Dear colleague,

here is a worked problem on what the theory of extended spin fluctuations predicts for the resistivity of NbFe$_2$ samples near the loss of magnetic order. Stoichiometric NbFe$_2$ orders at low temperature in a long-wavelength spin-density wave, so the problem refers to slightly Nb-rich, paramagnetic compositions. I use Hartree atomic units, $\hbar=m_e=e=4\pi\varepsilon_0=1$, with $k_B=1$. Lengths are in $a_0$, energies and temperatures in $E_h$, and resistivity in $\hbar a_0/e^2$. All inputs are typical or assumed values, none fitted to your data. They support two figures, and further digits are kept only to carry the arithmetic.

\section*{The problem}

Carriers of one spherical pocket (mass $m=2.0\,m_e$, Fermi wave number $k_F=0.20\,a_0^{-1}$) couple to the spin density $\mathbf S(\mathbf r)$ of the heavy Fe $3d$ electrons through
\begin{equation}
H_{\rm int}=J\int d^3r\;\mathbf s(\mathbf r)\cdot\mathbf S(\mathbf r),\qquad \mathbf s=\tfrac12\psi^\dagger\boldsymbol\sigma\psi ,
\end{equation}
with $J=5.0\,E_ha_0^3$ and spins in units of $\hbar$. The $d$ response per Cartesian component and per volume is isotropic,
\begin{equation}
\chi(q,\omega)=\frac{\chi_q}{1-i\omega/\Gamma_q},\qquad
\chi_q=\frac{\chi_0}{S^{-1}+\ell^2q^2},\qquad
\Gamma_q=u\,q\,(S^{-1}+\ell^2q^2),
\label{chi}
\end{equation}
where $S$ is the Stoner enhancement, $\chi_0=N_d/4$, and $N_d$ is the bare density of states of both spins per volume. Take the hexagonal C14 cell with approximately $a=4.84$~\AA, $c=7.90$~\AA{} and four formula units, a typical $4.0$ states per eV and formula unit, $\ell=1.5\,a_0$ and $u=0.030\,E_ha_0$.

\begin{itemize}
\item[(a)] Find $A$ in $\rho-\rho_0=AT^2$ for $S=50$ and $S=200$, and test $A\propto S^{1/2}$.
\item[(b)] Find $B$ in $\rho-\rho_0=BT^{5/3}$ at $S^{-1}=0$, its leading correction, and the local exponent at 1, 10 and 20~K.
\item[(c)] Find the crossover temperature for both $S$.
\item[(d)] Give the critical exponents for a two-dimensional ferromagnet and a dirty three-dimensional antiferromagnet.
\end{itemize}

\section*{Why the formula holds}

The linear factor $q$ in $\Gamma_q$ is Landau damping: for a spherical band of velocity $v$ the bare response has imaginary part $\chi_0\pi\omega/2vq$, which gives $u=2v/\pi$. The golden rule and the fluctuation-dissipation theorem give the rate for $\mathbf k\to\mathbf k+\mathbf q$ with energy gain $\omega$, summed over the final spin,
\begin{equation}
W=\frac{1}{V}\,\frac{3J^2}{4}\,2n(\omega)\,{\rm Im}\chi(q,\omega),\qquad n(\omega)=\frac{1}{e^{\omega/T}-1},
\end{equation}
where the 3 is $\sum_a\sigma^a\sigma^a$. Let the carriers drift rigidly along $x$, with the fluctuations held in equilibrium. This presumes that the $d$ electrons pass their momentum to the lattice by umklapp or impurity scattering, since in a single Galilean-invariant band these collisions would give no resistance. Balancing the momentum loss against the force of the field yields the variational estimate
\begin{equation}
\rho-\rho_0=\frac{1}{n_c^2e^2}\,\frac{1}{2TV}\sum_{\mathbf k\mathbf k'\sigma}W\,f_k(1-f_{k'})\,q_x^2 ,
\end{equation}
with $n_c=k_F^3/3\pi^2$. Each momentum sum becomes $VN_0\int d\varepsilon\int d\Omega/4\pi$ with $N_0=mk_F/2\pi^2$ per spin. The energy integral is $\int d\varepsilon\,f(\varepsilon)[1-f(\varepsilon+\omega)]=\omega[1+n(\omega)]$. Both states lie on the Fermi sphere, so the angular measure is $q\,dq/2k_F^2$ for $q<2k_F$, and $q_x^2\to q^2/3$. The integrand is even in $\omega$. With $N_0/n_c=3m/2k_F^2$,
\begin{equation}
\rho-\rho_0=\frac{P}{T}\int_0^{q_c}\!dq\,q^3\int_0^\infty\! d\omega\,\omega\,n(n+1)\,{\rm Im}\chi(q,\omega),\qquad P=\frac{9m^2J^2}{8e^2k_F^6},
\label{rho}
\end{equation}
and $q_c=2k_F$. Of the three powers of $q$, one is phase space and two express the small angle of scattering.

The frequency integral has a closed form. Use $\omega\,n(n+1)=T^2\partial n/\partial T$ and $\int_0^\infty d\omega\,\omega n/(\omega^2+\Gamma^2)=\frac12[\ln z-1/2z-\psi(z)]$ with $z=\Gamma/2\pi T$ and $\psi$ the digamma function. Then
\begin{equation}
\rho-\rho_0=PT\int_0^{q_c}\!dq\,q^3\chi_q\,G(\Gamma_q/T),\qquad
G(g)=\pi z\Big[z\psi'(z)-1-\frac{1}{2z}\Big]_{z=g/2\pi}.
\label{G}
\end{equation}
Slow modes, $g\ll1$, have $G\to\pi/2$, and Eq.~(\ref{G}) then reproduces the elastic Born result for a frozen spin density with $\langle|S^a_q|^2\rangle/V=T\chi_q$. Fast modes, $g\gg1$, have $G\to\pi^2/3g$. One more integral serves every critical case. With $x=\omega/T$, $G=\int_0^\infty dx\,x^2n(n+1)\,g/(x^2+g^2)$. Doing the $g$ integral first, for $0<\nu<1$,
\begin{equation}
M(\nu)=\int_0^\infty dg\,g^{\nu-1}G(g)=\frac{\pi}{2\cos(\pi\nu/2)}\,\Gamma(\nu+2)\,\zeta(\nu+1),
\label{M}
\end{equation}
where $\Gamma(\cdot)$ without a subscript is Euler's function.

\section*{Inputs in atomic units}

The volume per formula unit is $\frac{\sqrt3}{2}a^2c/4=40.07$~\AA$^3=270.4\,a_0^3$, and $4.0$~eV$^{-1}=108.8\,E_h^{-1}$, so
\begin{equation}
\chi_0=\frac{108.8\,E_h^{-1}}{4\times270.4\,a_0^3}=0.1006\,E_h^{-1}a_0^{-3}.
\end{equation}
To connect with magnetometry, the SI volume susceptibility for $g=2$ is $\mu_0(2\mu_B)^2S\chi_0=4\pi\alpha^2S\chi_0$, which is $0.0034$ for $S=50$ and $0.0135$ for $S=200$. The exchange among $d$ electrons that brings the Stoner denominator to zero is $1/\chi_0=9.9\,E_ha_0^3$, so the assumed $J$ is about half of it. The Born parameter is $JN_0=0.10$. The cutoff $q_c=0.40\,a_0^{-1}$ is about half the shortest basal reciprocal vector $4\pi/\sqrt3a=0.79\,a_0^{-1}$, the outer limit at which the small-$q$ form (\ref{chi}) can be entertained. The prefactor is
\begin{equation}
P=\frac{9\,(2.0)^2(5.0)^2}{8\,(0.20)^6}=1.758\times10^{6}\ \text{a.u.}
\end{equation}
For the final conversion, $\hbar a_0/e^2=21.74\,\mu\Omega$\,cm and $1~{\rm K}=3.167\times10^{-6}E_h$. The atomic unit of $A$ is therefore $2.180\times10^{-10}\,\mu\Omega\,$cm\,K$^{-2}$ and that of $B$ is $1.485\times10^{-8}\,\mu\Omega\,$cm\,K$^{-5/3}$.

\section*{(a) The Fermi-liquid coefficient}

For $T\to0$ at finite $S$ put $G=\pi^2T/3\Gamma_q$. With the inverse correlation length $\kappa=1/\ell\sqrt S$ and $w=q_c/\kappa$,
\begin{equation}
A=K\int_0^{q_c}\frac{q^2\,dq}{\ell^4(\kappa^2+q^2)^2}=A_\infty\,\eta,\qquad K=\frac{\pi^2P\chi_0}{3u},
\end{equation}
\begin{equation}
A_\infty=\frac{\pi K}{4\ell^4\kappa}=\frac{\pi^3P\chi_0}{12\,u\,\ell^3}\,S^{1/2},\qquad
\eta=\frac2\pi\Big[\arctan w-\frac{w}{1+w^2}\Big].
\end{equation}
The square root arises because ${\rm Im}\chi\propto\omega\chi_q^2/q$ carries $S^2$, while the wave numbers $q\lesssim\kappa$ supply $\kappa^3\propto S^{-3/2}$. Numerically $K=1.939\times10^7$ a.u.

\begin{center}
\begin{tabular}{lcc}
 & $S=50$ & $S=200$\\ \hline
$\kappa$ ($a_0^{-1}$) & 0.0943 & 0.0471\\
$\eta$ & 0.710 & 0.851\\
$A_\infty$ ($10^7\,\hbar a_0e^{-2}E_h^{-2}$) & 3.19 & 6.38\\
$A$ ($10^7\,\hbar a_0e^{-2}E_h^{-2}$) & 2.27 & 5.43\\
$A_\infty$ ($10^{-3}\mu\Omega\,$cm\,K$^{-2}$) & 7.0 & 13.9\\
$A$ ($10^{-3}\mu\Omega\,$cm\,K$^{-2}$) & 4.9 & 11.8
\end{tabular}
\end{center}

The integrand falls only as $q^{-2}$, so $\eta\simeq1-4\kappa/\pi q_c$ approaches unity slowly. The ratio $A(200)/A(50)$ is $2.40$ instead of 2, an apparent exponent $\ln 2.40/\ln4=0.63$. To this order $A=A_\infty-A_c$ with $A_c=K/\ell^4q_c$ independent of $S$. Plot $A$ against $\chi^{1/2}$ and allow an intercept rather than reading a slope from logarithmic axes.

\section*{(b) The critical composition}

At $S^{-1}=0$, $\chi_q=\chi_0/\ell^2q^2$ and $\Gamma_q=u\ell^2q^3$. Modes are thermally active up to $q_T=(T/u\ell^2)^{1/3}$. Setting $g=(q/q_T)^3$ gives $q\,dq=\frac13q_T^2g^{-1/3}dg$, and for $q_c\to\infty$
\begin{equation}
\rho-\rho_0=\frac{P\chi_0}{\ell^2}\,T\,q_T^2\,C=BT^{5/3},\qquad
B=\frac{C\,P\chi_0}{\ell^2(u\ell^2)^{2/3}},
\end{equation}
\begin{equation}
C=\tfrac13M(\tfrac23)=\frac\pi3\,\Gamma(\tfrac83)\,\zeta(\tfrac53)=\frac{\pi}{3}\times1.5046\times2.1235=3.346 .
\end{equation}
This is the law found by Mathon in 1968. With $u\ell^2=0.0675\,E_ha_0^3$ and $(u\ell^2)^{2/3}=0.1658\,E_h^{2/3}a_0^2$,
\begin{equation}
B=1.586\times10^{6}\,\frac{\hbar a_0}{e^2}E_h^{-5/3}=0.02355\ \mu\Omega\,{\rm cm\,K}^{-5/3}.
\end{equation}
The modes beyond $q_c$ must be removed. They are fast, since $\Gamma_{q_c}=4.32\times10^{-3}E_h=1.36\times10^{3}$~K, so the large-$g$ form of $G$ applies and the same $A_c$ reappears:
\begin{equation}
\rho-\rho_0=BT^{5/3}-A_cT^2,\qquad A_c=9.58\times10^6\ \text{a.u.}=2.09\times10^{-3}\,\mu\Omega\,{\rm cm\,K}^{-2}.
\end{equation}
At 10~K this reads $1.093-0.209=0.884\,\mu\Omega$\,cm, a reduction by the fraction $0.19$ that fades only as $T^{1/3}$. The local exponent
\begin{equation}
\alpha_\rho=\frac{d\ln(\rho-\rho_0)}{d\ln T}=\frac{\frac53BT^{5/3}-2A_cT^2}{BT^{5/3}-A_cT^2}
\end{equation}
is $1.63$ at 1~K, $1.59$ at 10~K and $1.56$ at 20~K.

A second correction is of the same size. Mode coupling makes the critical susceptibility finite at $T>0$, with $S^{-1}(T)\propto T^{4/3}$ in the self-consistent renormalization theory for three dimensions. This is asymptotically small against $\ell^2q_T^2\propto T^{2/3}$, so the power $5/3$ survives as $T\to0$. At 10~K, however, $q_T=0.0777\,a_0^{-1}$ and $\ell^2q_T^2=0.0136$. Should the susceptibility of the critical sample correspond to $S(10\,{\rm K})=200$, then $S^{-1}/\ell^2q_T^2=0.37$. Numerical integration of Eq.~(\ref{G}) then gives $0.66\,\mu\Omega$\,cm, the fraction $0.74$ of the value at $S^{-1}=0$. A growing $S^{-1}(T)$ lowers $\rho-\rho_0$ by a fraction that grows with $T$ and so pushes the local exponent down further. The remedy is to insert your own $\chi(T)$ for $S(T)$ in Eq.~(\ref{G}).

\section*{(c) The crossover}

The two pure laws $A_\infty T^2$ and $BT^{5/3}$ meet at
\begin{equation}
T^*=\Big(\frac{B}{A_\infty}\Big)^3=\Big(\frac{12C}{\pi^3}\Big)^3u\ell^2\kappa^3=2.171\,\frac{u}{\ell}\,S^{-3/2},
\end{equation}
the temperature at which $q_T$ is of order $\kappa$. It does not depend on $J$, $m$ or $k_F$. For $S=200$, $T^*=1.535\times10^{-5}E_h=4.8$~K, and for $S=50$ it is eight times larger, $39$~K. The crossover is broad. For $S=200$ at 1~K, about a fifth of $T^*$, Eq.~(\ref{G}) already gives only $0.88$ of $AT^2$, and at 10~K it gives the $0.66\,\mu\Omega$\,cm found above where $AT^2$ would be $1.18\,\mu\Omega$\,cm. A $T^2$ fit for such a sample belongs well below 1~K.

\section*{(d) Other exponents}

Write the critical integrand of Eq.~(\ref{G}) as $T\,dq\,q^{s-1}G(\text{const}\times q^{z_d}/T)$, with $z_d$ the dynamical exponent. Then
\begin{equation}
\rho-\rho_0\propto T^{1+\nu}\,\frac{M(\nu)}{z_d},\qquad \nu=\frac{s}{z_d},
\end{equation}
and Eq.~(\ref{M}) guarantees convergence for $0<\nu<1$. The case above has $s=2$, $z_d=3$.

In a two-dimensional ferromagnet the angular measure on the Fermi circle is $dq/\pi k_F$ at small $q$, so $q^3$ becomes $q^2$. After the factor $\chi_q\propto q^{-2}$ one has $s=1$, $z_d=3$, and $\rho-\rho_0\propto T^{4/3}$.

In a three-dimensional antiferromagnet let $p$ be the distance from the ordering vector $\mathbf Q$. The momentum transfer stays near $\mathbf Q$, so there is no small-angle factor. The damping has no $1/q$, so $\Gamma\propto p^2$. The measure $p^2dp$ times $\chi\propto p^{-2}$ gives $s=1$, $z_d=2$, and $\rho-\rho_0\propto T^{3/2}$. Only the lines on the Fermi surface connected by $\mathbf Q$ scatter strongly. In a clean metal the rest of the surface short-circuits them and $T^2$ returns, as Hlubina and Rice showed in 1995. The rigid drift assumed above, and with it $T^{3/2}$, holds only when impurity scattering dominates even on these lines, where the spin-fluctuation rate grows as $T$. Rosch worked out the regimes in 1999. Let $t$ be the temperature in units of the spin-fluctuation energy and $x_0=\rho_0/\rho_M\ll1$, with $\rho_M$ the resistivity scale of spin-fluctuation scattering at $t\sim1$. The $T^{3/2}$ law needs $t\ll x_0$, that is $(\rho-\rho_0)/\rho_0\ll\sqrt{x_0}$, which is stricter than $\rho-\rho_0\ll\rho_0$. For $x_0<t<\sqrt{x_0}$ the excess resistivity is still below $\rho_0$, but the distribution is distorted near the lines over a width proportional to $t/\sqrt{x_0}$, and $\rho-\rho_0\propto T\sqrt{\rho_0}$ is linear in $T$. Across this crossover the local exponent lies between 1 and $3/2$, depending on the purity of the sample.

\section*{Results and limits for NbFe$_2$}

The model gives $A\approx4.9\times10^{-3}$ and $12\times10^{-3}\,\mu\Omega\,$cm\,K$^{-2}$, $B\approx0.024\,\mu\Omega\,$cm\,K$^{-5/3}$, and $T^*\approx39$ and $4.8$~K. The magnitudes of $A$ and $B$ scale as $m^2J^2/k_F^6$, and the compound has several Fermi sheets conducting in parallel, so only ratios and exponents deserve comparison. One such ratio is $B^3/A_\infty^3=T^*$.

Equation~(\ref{chi}) has its maximum at $q=0$. If the susceptibility of a paramagnetic sample still peaks at a small $Q\neq0$ inherited from the spin-density wave, the ferromagnetic counting applies only while $q_T\gg Q$. The ballistic damping also needs a $d$-electron mean free path longer than $1/q_T$, which is $28\,a_0=1.5$~nm at 1~K. For shorter paths the damping is diffusive, $\Gamma_q\propto q^2\chi_q^{-1}$, and the same power counting with $s=2$, $z_d=4$ gives $3/2$ as well. An exponent between $3/2$ and $5/3$ over a decade of temperature therefore does not by itself identify antiferromagnetic fluctuations, since the clean ferromagnetic model already yields $1.56$ to $1.63$ between 20 and 1~K before mode coupling is included.

With best regards.